**Question.** The table gives the calculated gap of GaP as the crystal is expanded without any change of structure. The direct gap is the smallest energy step from a filled to an empty level at one and the same wave vector.

GaP in the zinc-blende structure (F-43m, 2 atoms per cell) at several fixed volumes, calculated with Ansatz 0.2.0 using all-electron LAPW and the PBE functional, scalar-relativistic without spin–orbit coupling. All runs use a 10×10×10 k mesh, Fermi–Dirac smearing of 0.05 eV and a basis error target of 0.5 meV/atom.

| volume (Å³/atom) | shortest distance (Å) | band gap (eV) | smallest direct gap on path (eV) |
| --- | --- | --- | --- |
| 19.026 | 2.312 | 1.496 | 2.349 |
| 19.431 | 2.328 | 1.536 | 2.172 |
| 19.836 | 2.344 | 1.573 | 1.999 |
| 20.038 | 2.352 | 1.591 | 1.914 |
| 20.240 | 2.360 | 1.597 | 1.831 |
| 20.443 | 2.368 | 1.624 | 1.749 |
| 20.645 | 2.376 | 1.617 | 1.668 |
| 21.050 | 2.391 | 1.509 | 1.509 |
| 21.455 | 2.406 | 1.356 | 1.356 |

Three explanations are offered for the rise and fall of the gap.

A. The gap is a bonding–antibonding splitting and scales as $1/d^2$, where $d$ is the shortest distance.

B. The top of the valence band moves.

C. Two minima (valleys) of the conduction band move in opposite directions relative to the valence top, and the lower one sets the gap.

Decide between them. Then test your choice: work out the gap at 21.050 Å³/atom from the six most compressed cells alone, compare it with the table, and name any row that your explanation doesn't cover.

**Model answer.** Explanation A looks good if only the end rows are compared. Starting from the largest cell, it gives 1.47 eV for the smallest, where the calculation gives 1.50 eV. In between it fails: at 20.443 Å³/atom it is 0.22 eV too low, and it has no way to produce a maximum.

Explanation B fails because both gaps start from the same valence top. Over the six most compressed cells the direct gap shrinks by 0.60 eV while the gap itself grows by 0.13 eV. A moving valence top would shift both by the same amount. The opposite changes must therefore come from different conduction states.

The calculated levels support C. In the rows where they are available, the conduction minimum lies near the zone-boundary point X at 19.431 and 20.038 Å³/atom, but at the zone centre Γ at 21.050. In these rows the direct gap is the gap at Γ.

Bonding theory explains why the two valleys respond so differently. At Γ the lowest conduction state is built from s orbitals and is antibonding between each atom and all four neighbours at once. Expansion weakens this repulsive overlap, so the state drops quickly. Near X the wave changes phase from cell to cell, so the s–s contributions of the neighbours largely cancel, and this fast drop is expected to be missing.

The calculated core levels below −80 eV serve as a rough common reference. Measured from them, the conduction level at Γ falls by 0.26 to 0.30 eV between 19.431 and 20.038 Å³/atom, while the level near X and the valence top each move by less than 0.05 eV. How these two share the slight rise of the near-X gap depends on the core level chosen.

For small changes of the volume $V$, each gap can be written as

$$E(V)=E_0+a\,\ln(V/V_0),\qquad V_0=20.240\ \text{Å}^3\text{/atom}.$$

Straight lines fitted to the six most compressed cells give $a\approx-8.4$ eV for Γ and $+1.8$ eV for the valley near X. One per cent of expansion thus lowers the Γ gap by about 0.08 eV and raises the other by about 0.02 eV.

At 21.050 Å³/atom, $\ln(21.050/20.240)=0.0392$. The Γ line gives

$$1.831-8.361\times0.0392=1.503\ \text{eV},$$

while the line for the valley near X gives 1.68 eV. The lower value is the estimate. The calculation gives 1.509 eV, in a row that was not used in the fit.

The row at 20.645 Å³/atom is not covered. Its gap lies 0.05 eV below the direct gap and 0.02 to 0.03 eV below the continued trend of the valley near X. A third valley probably takes over there. The point L is the natural candidate, since the neighbours' contributions cancel only partly there and its gap should fall more gently than the one at Γ. The position of the minimum in this row is not given, so this remains an inference.

**Remarks on the reasoning.** The attraction of A is that couplings between neighbouring orbitals do scale roughly as $1/d^2$. A gap, however, is the remainder after large terms have partly cancelled, and a remainder can change by a much larger fraction than the terms themselves. Between the end rows the direct gap varies roughly as the inverse fourteenth power of the bond length. Two matching end points had hidden a change of the state that sets the gap.

A good answer also notices the small dent at 20.240 Å³/atom. The printed gap is 1.597 eV, but the levels on the regular k mesh give 1.607 eV, which fits smoothly between the neighbouring rows. Finer sampling in this row alone may have found a slightly lower point of the same valley. The line for the valley near X is fitted to the mesh values throughout.

The order of the valleys should not be carried over to a real wafer. The calculated pressure vanishes near 20.87 Å³/atom, inside the crossover, where the Γ gap is already below that of the valley near X; whether the third valley is lower still is undecided. Real GaP has an indirect gap at ambient pressure. PBE tends to make such crystals slightly too large, which favours Γ, and it usually underestimates the gap at Γ by more than the gap near X. The missing spin–orbit coupling mainly shifts the shared valence top and should hardly affect this order.

The printed output below gives both fits, and the misses of the bond-length rule and of the two-valley model row by row.

The analysis program printed:

```
Power of the bond length that the direct gap follows between the end rows: -13.72
fit of direct on 6 rows (vol < 20.5): constant 1.831 +/- 0.00052, coefficient of x -8.361 +/- 0.016; rms 0.000791, worst 20.443 -0.0013, leave-one-out rms 0.00139
  rows outside the fit (model, value, miss): 20.645 1.665, 1.668, -0.00251; 21.05 1.503, 1.509, -0.00593; 21.455 1.344, 1.356, -0.0123
fit of mesh on 6 rows (vol < 20.5): constant 1.608 +/- 0.00084, coefficient of x 1.78 +/- 0.026; rms 0.00129, worst 20.443 0.00176, leave-one-out rms 0.00248
  rows outside the fit (model, value, miss): 20.645 1.643, 1.617, 0.0259; 21.05 1.677, 1.509, 0.168; 21.455 1.711, 1.356, 0.356
Rules against the computed gaps in eV:
     row  bond rule  bond rule less gap  bond rule less direct gap  two valleys  two valleys less mesh gap
  19.026      1.469            -0.02691                    -0.8799        1.498                   0.001614
  19.431      1.449             -0.0874                    -0.7234        1.535                  -0.001048
  19.836      1.429             -0.1442                    -0.5702        1.572                  -0.001486
  20.038      1.419             -0.1718                    -0.4948         1.59                 -0.0009513
   20.24       1.41             -0.1873                    -0.4213        1.608                  0.0001093
  20.443        1.4             -0.2236                    -0.3486        1.625                   0.001762
  20.645      1.391             -0.2258                    -0.2768        1.643                    0.02592
   21.05      1.373             -0.1357                    -0.1357        1.503                  -0.006257
  21.455      1.356                   0                          0        1.344                   -0.01182
Printed gap less mesh gap where they differ most (eV): -0.01048
Change of the mesh gap over the six most compressed cells (eV): 0.1277
Change of the direct gap over the same cells (eV): -0.6
Direct gap less gap at 20.645 (eV): 0.05107
Near-X gap continued by its last step less gap at 20.645 (eV): 0.02276
Third valley slope bound from the smaller neighbour (eV per unit ln V): -0.677
Third valley slope bound from the larger neighbour (eV per unit ln V): -5.539
Volume at zero pressure (A^3 per atom): 20.87
Direct gap at that volume (eV): 1.581
Near-X gap at that volume by its line (eV): 1.662
Third valley slope that would tie with the direct gap there (eV per unit ln V): -3.379
```
